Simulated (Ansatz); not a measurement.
# From the elastic tensor of Al at 11 GPa (stress–strain coefficients) to moduli and sound speeds

Level of theory: DFT LDA, scalar-relativistic, plane waves, PAW (Ansatz 0.2.0). Settings: 420 eV plane-wave cutoff, Γ-centred 18×18×6 mesh, Fermi-Dirac smearing of 0.15 eV. No spin polarisation.

Symmetry: P6_3/mmc, No. 194, hexagonal system. The conventional cell has a = 2.720 Å, b = 2.720 Å, c = 8.926 Å, α = 90.00°, β = 90.00°, γ = 120.00°. Al (site symmetry -3m) has 12 Al at 2.72 to 2.73 Å as nearest neighbours. Around Al (site symmetry -6m2) lie 12 Al at 2.72 to 2.73 Å.

In a metal, frequencies and elastic constants depend on the k mesh and the smearing, soft modes and shear constants most. Other phases may be more stable at this pressure.

Relaxed-ion constants (GPa, on the Cartesian axes of the calculation):
C11 = 209.3, C12 = 100.5, C13 = 80.6, C22 = 209.3, C23 = 80.6, C33 = 221.7, C44 = 44.1, C55 = 44.1, C66 = 54.4 GPa; the others vanish.

Density 3.134 g/cm³; 4 atoms in 57.19 Å³.

The values that follow are for a polycrystal of randomly turned grains, by Hill's mean where one number stands.

With S = C⁻¹: B_V = (C11+C22+C33+2(C12+C13+C23))/9, G_V = (C11+C22+C33−C12−C13−C23+3(C44+C55+C66))/15, 1/B_R = S11+S22+S33+2(S12+S13+S23), 15/G_R = 4(S11+S22+S33−S12−S13−S23)+3(S44+S55+S66); Hill is their mean. Then v_l = √((B+4G/3)/ρ), v_t = √(G/ρ), v_m = [(2/v_t³+1/v_l³)/3]^(−1/3) and Θ = (ħ/k_B)·v_m·(6π²n/V)^(1/3) for n atoms in the volume V; E = 9BG/(3B+G), ν = (3B−2G)/(2(3B+G)) and A^U = 5G_V/G_R + B_V/B_R − 6.

- Bulk modulus, Voigt / Reuss / Hill: 129.3 / 129.3 / 129.3 GPa
- Shear modulus, Voigt / Reuss / Hill: 53.8 / 52.1 / 52.9 GPa
- Young's modulus: 140 GPa
- Poisson ratio: 0.320
- Pugh ratio B/G: 2.44
- Universal anisotropy index: 0.16
- Longitudinal and transverse sound speeds: 7986 and 4109 m/s
- Debye temperature from the mean sound speed: 564 K

This form isn't the element's structure at ambient conditions.

Cost: 1 run of about 3.7 core-minutes, on Intel Xeon Platinum 8259CL (Skylake/Cascade Lake) (shared hosts).

The elastic response is that of a nearly isotropic close-packed metal. The Voigt and Reuss bulk moduli coincide at 129.3 GPa because the stacking axis and the basal plane are almost equally compressible, so the small anisotropy lies mainly in shear. Sliding the close-packed layers over one another (C44 = 44.1 GPa) is easier than shearing within them (C66 = 54.4 GPa), the same sense as in fcc Al viewed along its threefold axis. This suggests that the layers themselves, more than their stacking order, set the stiffness.

C12 and C13 exceed C66 and C44 by more than the applied pressure alone would produce for central pair forces. That is expected of a nearly free-electron metal, where the volume-dependent energy of the electron gas resists compression but contributes little to shear rigidity. The high B/G ratio has the same origin and is compatible with ductility, though it doesn't establish it. The constants satisfy the stability conditions for small homogeneous strains, but leave short-wavelength phonon instabilities untested.
